In a PBE calculation, zincblende WTe is a fairly stiff metal. Squeezing out a fifth of its volume shortens the W–Te bond by only 7 %, yet takes more than 30 GPa and about half an electronvolt per atom. The questions below ask what such changes do to its magnetism in the same calculation, made without spin–orbit coupling.

In the table, the volume ratio is the volume relative to the row marked 1. The cell moment is the net spin moment of one W and one Te atom together, in Bohr magnetons (μB), and the largest site moment is the part counted close to W. Energies are counted from the lowest row, and a positive pressure means compression.

Zincblende WTe (F-43m), conventional a = 6.124 Å and 28.70 Å³ per atom at volume ratio 1, with the cell scaled evenly. Ansatz 0.2.0, plane-wave PAW, PBE, scalar-relativistic, collinear spin, cutoff 420 eV, 12×12×12 k mesh, Gaussian smearing of 0.1 eV. Each volume was started from +1 μB on W; positive pressure means compression.

```tsv
volume ratio	energy above lowest (meV/atom)	pressure (GPa)	cell moment (μB)	largest site moment (μB)
0.8	490.9	33.26	1.10	0.67
0.86	211.8	19.35	1.29	0.81
0.92	60.7	9.21	1.35	0.88
0.96	13.8	4.08	1.37	0.91
1	0.0	0.00	1.40	0.95
1.04	12.2	-3.22	1.44	1.00
1.1	67.5	-6.84	1.50	1.07
1.18	190.3	-10.02	1.57	1.16
```

### 1. Which cell is more magnetic, the squeezed or the stretched one?

The stretched one: the cell moment rises at every step of expansion. Compression from ratio 1 to 0.80 removes 0.30 μB, about a fifth of the moment, and expansion to 1.18 adds 0.17 μB. The steepest change lies between the two most compressed cells. Even there the magnetism weakens without vanishing, since 1.10 μB remain at 0.80.

### 2. Why does room between the atoms help the moment?

In a metal, a moment arises when electrons move from one spin direction (the minority) to the other (the majority). Exchange rewards the move, because electrons of equal spin avoid each other and repel less. The price is kinetic energy, since the moved electrons must enter higher levels. Where atoms overlap strongly the levels spread over a wide band and the price is high. Expansion weakens the overlap and is expected to narrow the band and lower the price. This is Stoner's argument; it fits the table, though no band widths are shown here.

The hydrogen molecule shows the price in its simplest form. Making its two spins parallel forces one electron from the bonding into the antibonding level, and stretching the bond brings these levels together. The comparison covers only this cost. In the molecule the spins flip as a whole and the ground state stays paired, whereas a metal's nearly continuous levels let the moment grow in small portions.

The argument gives the direction of the trend, not its shape. Growth is slowest between ratios 0.92 and 0.96, then picks up again. The unrounded moments of the same runs show this too, so it isn't produced by rounding. The runs point to a dip in the density of states at the Fermi level. With Gaussian smearing the entropy term is roughly proportional to that density, and it is lowest at just these volumes: 0.0150 eV at ratio 0.80, 0.0119 at 0.92, 0.0121 at 0.96 and 0.0139 at 1.04. With few states at the Fermi level, few electrons can change spin cheaply, so the moment is expected to respond weakly. The finite k mesh could still shape this dip; a denser mesh and the density of states for each spin would confirm it.

### 3. Which atom carries the spin?

Tungsten carries nearly all of it, although the site moment seems to disagree. At ratio 1 the W site accounts for 0.95 μB of a cell moment of 1.40 μB, while the Te site holds only about −0.02 μB. A site moment normally counts spin within a limited region around a nucleus, so spin farther out is missed. Orbital populations, which divide the electrons among atomic orbitals instead, are available for the three most compressed cells. At ratio 0.92 they place 1.31 μB in the W 5d shell, almost the whole cell moment.

The uncounted part is therefore most likely the outer reach of the W 5d orbitals. It stays between 0.41 and 0.48 μB over the whole scan, while the W site share rises. This doesn't show that the spin draws closer to W: the size of the counting region isn't given, and a region that grows with the cell would catch more of an unchanged 5d orbital. For comparison with a magnetisation measurement, start from the cell moment, which still lacks any orbital part; the site moment is about a third smaller at ratio 1.

### 4. Do electrons simply leave the minority 5d states?

The populations suggest this at first sight. Between ratios 0.80 and 0.92 the minority 5d population falls by 0.24 electrons, while the majority one rises by only 0.01. But the total number of electrons is fixed, so whatever one spin direction loses over the whole cell, the other must gain.

Two changes are superposed. About 0.13 electrons change spin direction, which accounts for the growth of the cell moment by 0.25 μB. At the same time the 5d shell loses about 0.11 electrons in each spin direction, and roughly half of this loss reappears in Te 5p, with a further 0.07 electrons in Te 5s. In the majority channel the two changes nearly cancel; in the minority channel both are losses and add up. How much of the second change is real charge transfer is uncertain, because the division between overlapping orbitals itself depends on distance.

### 5. Why is the moment so far below 4 μB?

Simple counting allows 4 μB. Tungsten and tellurium bring six valence electrons each, and eight of the twelve fill the bonding bands. If the other four all had the same spin, and the minority spin had a gap at the Fermi level, the compound would be a half-metal: conducting for one spin, insulating for the other. Such a state has a whole-number moment.

The computed moments are fractional and reach at most 1.57 μB, so both spin directions conduct in these solutions. The likely reason is the size of the 5d orbitals. They reach far out, which makes the bands wide, and they spread the electrons thinly, which weakens exchange. By the same reasoning, replacing W with Cr, whose 3d shell is more compact, should favour a larger moment; no row here tests that.

### 6. How far does a simple spring describe the cost of changing the volume?

Near the minimum, treat the solid as a spring whose stiffness is the bulk modulus B, the pressure needed per relative change of volume. The pressures at ratios 0.96 and 1.04 give it directly:

B ≈ (4.08 + 3.22) GPa / 0.08 ≈ 91 GPa

The energy of a spring is half the stiffness times the square of the displacement. For a volume change of 4 %, with 28.70 Å³ per atom and 1 eV/Å³ = 160.2 GPa:

E ≈ ½ × 91.25 × 28.70 × 0.04² / 160.2 eV ≈ 0.013 eV per atom

The calculation gives 13.8 meV per atom in compression and 12.2 in expansion, so the estimate is within about 7 % of either. It lies between them because the curve is already lopsided, and it is close to their mean of 13.0 meV. No constant was fitted. The pressures of these two rows went in but their energies did not, so the agreement is a check that the computed pressures and energies fit together near the minimum.

For large changes the spring fails in opposite directions. At ratio 0.80 it gives only two thirds of the computed energy, and at 1.18 it gives 39 % too much. Squeezed electron shells repel ever more steeply, while stretched bonds resist each further step less and less. Use the spring for changes of a few per cent and the computed curve beyond that. The printed output after this text compares the estimate with every row.

### 7. Does the magnetism push the cell apart?

The sign of one related effect follows from thermodynamics. Around ratio 1 the cell moment falls by about 0.01 μB for each added GPa. A Maxwell relation links this to the response to a magnetic field: if pressure lowers the moment, a field along the moment must enlarge the cell. In plain terms, the field rewards a larger moment, and the larger cell has one.

Even without a field, the magnetism is expected to push outward, because by the argument of question 2 a moment costs less in a larger cell. How strong that push is, these runs can't settle. Every row is magnetic, and its pressure contains bonding, repulsion and magnetism together. To separate them, repeat the scan with the spin switched off; the difference in pressure at equal volume is the magnetic part.

### 8. Which digits can be trusted, and what should be checked first?

As printed, the moments hold to about 0.01 μB; the errors from k mesh and smearing weren't tested and may be larger. At ratio 1 the table prints 1.40 μB, whereas the unrounded value from the same settings is 1.3945 μB, which rounds to 1.39; the last printed digit can thus be off by one. The loss of 0.30 μB under compression is far above this uncertainty, but a single step of 0.02 μB is not.

The physical uncertainty is larger. Spin–orbit coupling is strong in tungsten and is missing here, and PBE can exaggerate weak moments in metals. Each volume was also started from a single guess of 1 μB on W, so a state with a higher moment and lower energy may have been missed. And because the cell holds only one W atom, all W moments must point the same way; an antiparallel order, which could lie lower in energy, wasn't tried. First repeat a few volumes from a much larger starting moment, then with less smearing and a denser k mesh, and finally with spin–orbit coupling.

There is also a more basic limit. The familiar bulk telluride of tungsten is WTe₂, and this scan doesn't test whether zincblende WTe would hold together. Its stiffness and moment describe a model crystal and shouldn't go into a data sheet for tungsten telluride.

Output of the analysis:

```
Moment and distance:
   row  W-Te distance in Å  moment step per unit of volume ratio in μB  cell moment less W site moment in μB  W site share in percent
   0.8               2.462                                         n/a                                  0.43                    60.91
  0.86               2.522                                       3.167                                  0.48                    62.79
  0.92               2.579                                           1                                  0.47                    65.19
  0.96               2.616                                         0.5                                  0.46                    66.42
   1.0               2.652                                        0.75                                  0.45                    67.86
  1.04               2.687                                           1                                  0.44                    69.44
   1.1               2.737                                           1                                  0.43                    71.33
  1.18               2.802                                       0.875                                  0.41                    73.89
Harmonic estimate:
   row  estimate in meV/atom  computed in meV/atom  estimate less computed in meV/atom
   0.8                 326.9                 490.9                                -164
  0.86                 160.2                 211.8                              -51.61
  0.92                 52.31                  60.7                              -8.394
  0.96                 13.08                  13.8                             -0.7234
   1.0                     0                     0                                   0
  1.04                 13.08                  12.2                              0.8766
   1.1                 81.73                  67.5                               14.23
  1.18                 264.8                 190.3                                74.5
Moment lost from ratio 1.00 to 0.80 in μB: 0.3
The same loss in percent of the moment at 1.00: 21.43
Moment gained from ratio 1.00 to 1.18 in μB: 0.17
Cell moment at 1.00 in percent of the half-metal count of 4 μB: 35
Change of cell moment over the whole scan in μB: 0.47
Change of W site moment over the whole scan in μB: 0.49
W 5d spin by orbital populations at 0.92 in μB: 1.307
Change of majority W 5d population from 0.80 to 0.92 in electrons: 0.0139
Change of minority W 5d population from 0.80 to 0.92 in electrons: -0.2386
Change of total Te 5p population from 0.80 to 0.92 in electrons: 0.1087
Printed cell moment at 1.00 less that of the further output in μB: 0.0055
Bulk modulus from the pressures at 0.96 and 1.04 in GPa: 91.25
Moment change per GPa between 1.04 and 0.96 in μB/GPa: -0.009589
Harmonic estimate at 0.80 in percent of the computed energy: 66.59
Harmonic estimate at 1.18 in percent of the computed energy: 139.1
```
